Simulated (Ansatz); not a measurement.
# A series in volume scale on Si

Free energy against uniform scaling of the volume at fixed shape and fractions; periodic cell, basis, potentials, k mesh and filling as listed. The results are calculated, by Ansatz 0.2.0.

The cell before it is scaled or strained (space group I4/mmm, No. 139):
```
Si
1.0
     -1.6269     1.6269     1.3203
      1.6269    -1.6269     1.3203
      1.6269     1.6269    -1.3203
Si
1
Direct
  0.00000 0.00000 0.00000
```

Settings of every row: functional LDA; dispersion none; potentials all-electron LAPW; k mesh 14x14x14; k shift 0x0x0; occupations fermi dirac; smearing width 0.2 eV; spin none.

Limits: coarse k mesh, up to 40 meV an atom off; the cell comes from a prototype or a list of computed structures and needn't be the stable phase.

```
row  volume scale  V (Å³/atom)  energy above lowest point (meV/atom)
  1          0.94        13.14                                  16.8
  2          0.97       13.559                                     ?
  3             1       13.978                                     0
  4          1.03       14.398                                   3.6
  5          1.06       14.817                                  13.7
```

Question: what energy above lowest point should row 2 give?

Worked fit of energy above lowest point. Take u = (V_r/V)^(2/3) − 1 with V_r = 14.188 Å³ an atom, which is twice the finite (Eulerian) strain; such expansions in the strain, on which the Birch-Murnaghan equation of state is built, carry the rest volume and the bulk modulus. The shown rows have u = 0.05249, 0.00999, -0.00975, -0.0285. Least squares give energy above lowest point = 0.92 − 184.2 × u + 9274 × u² meV/atom; a straight line predicts inner rows, each left out in turn, worse (root mean square 9.2 against 0.0085 meV/atom). All shown rows lie on it to the printed digit. Its lowest point lies at u = 0.0099, or V = 13.98 Å³ an atom, and the curvature there gives the bulk modulus at fixed shape and fractions, B = (4/9)(1 + u)² E″(u)/V = 96.4 GPa. Letting shape and atoms relax would as a rule lower it, by much in layered, chain or molecular crystals. The withheld row has u = 0.03069, so the fit gives 0.92 − 184.2 × (0.03069) + 9274 × (0.03069)² = 4.0 meV/atom.

The calculation gave 3.9 meV/atom. The fit lies 0.1 meV/atom (2.6 % of the value, 0.6 % of the column's range) above it, one unit of the last digit.
